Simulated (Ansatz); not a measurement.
## A series in volume per atom on AuS

Plane-wave density functional theory, PAW datasets, Gaussian smearing 0.05 eV: one cell in which all forces lie under 0.002 eV/angstrom; stress (xx yy zz yz xz xy) and pressure positive in compression; site moments are of spin alone; formation energy from the elements run alike, uncorrected. The results are calculated, by Ansatz 0.2.0.

Cell of the first row (space group Fm-3m, No. 225):
```
CELL_PARAMETERS angstrom
0.00000 2.55360 2.55360
2.55360 0.00000 2.55360
2.55360 2.55360 0.00000
ATOMIC_POSITIONS crystal
Au 0.50000 0.50000 0.50000
S 0.00000 0.00000 0.00000
```

Settings of every row: paw set soft_2; functional PBEsol; spin treatment none; moment partition spheres; spin axis none; wave cutoff 420 eV; k mesh 10x10x10; SCF start atoms; lower state search light; symmetry use detected.

Atom first moment, atom hubbard u: 0 on all atoms.

Limits: formation energy without spin-orbit coupling on heavy elements; the cell comes from a prototype or a list of computed structures and needn't be the stable phase.

```
row  volume per atom (Å³)  formation energy (eV per atom)  pressure (GPa)  energy above relaxed cell (meV per atom)
  1                16.652                          0.1254            5.62                                      11.8
  2                16.999                          0.1165            2.64                                      2.85
  3                17.302                          0.1137            0.32                                      0.05
  4                17.346                          0.1136            0.00                                         0
  5                17.693                          0.1162           -2.36                                      2.57
  6                 18.04                               ?               ?                                         ?
  7                18.171                          0.1275           -5.18                                      13.9
  8                19.683                          0.2091          -11.52                                     95.42
```

Question: what formation energy and pressure should row 6 give?

Worked fit of formation energy. Take u = (V_r/V)^(2/3) − 1 with V_r = 17.346 Å³ an atom, which is twice the finite (Eulerian) strain; such expansions in the strain, on which the Birch-Murnaghan equation of state is built, carry the rest volume and the bulk modulus. The shown rows have u = 0.02759, 0.01356, 0.00169, 0, -0.01312, -0.0305, -0.08081. Least squares give formation energy = 0.11363 + 0.0026 × u + 15.187 × u² + 6.63 × u³ eV per atom; a parabola predicts inner rows, each left out in turn, worse (root mean square 0.00026 against 3.2e-05 eV per atom). All shown rows lie on it to the printed digit. The withheld row has u = -0.02581, so the fit gives 0.11363 + 0.0026 × (-0.02581) + 15.187 × (-0.02581)² + 6.63 × (-0.02581)³ = 0.1236 eV per atom.

The calculation gave 0.1236 eV per atom. The fit meets it to the printed digit.

Worked fit of pressure. Take u = (V_r/V)^(2/3) − 1 with V_r = 17.346 Å³ an atom, which is twice the finite (Eulerian) strain; such expansions in the strain, on which the Birch-Murnaghan equation of state is built, carry the rest volume and the bulk modulus. The shown rows have u = 0.02759, 0.01356, 0.00169, 0, -0.01312, -0.0305, -0.08081. Least squares give pressure = −0.002 + 187.25 × u + 585.6 × u² + 400 × u³ GPa; a parabola predicts inner rows, each left out in turn, worse (root mean square 0.015 against 0.005 GPa). The rows lie off it by 0.00, -0.01, 0.00, 0.00, 0.00, 0.00, 0.00. The pressure vanishes at u = 0.0000, or V = 17.35 Å³ an atom, and there the bulk modulus at fixed shape and fractions is B = −V dP/dV = (2/3)(1 + u) dP/du = 125 GPa. The withheld row has u = -0.02581, so the fit gives −0.002 + 187.25 × (-0.02581) + 585.6 × (-0.02581)² + 400 × (-0.02581)³ = -4.45 GPa.

The calculation gave -4.45 GPa. The fit meets it to the printed digit.

The other values of row 6: energy above relaxed cell 9.97 meV per atom.
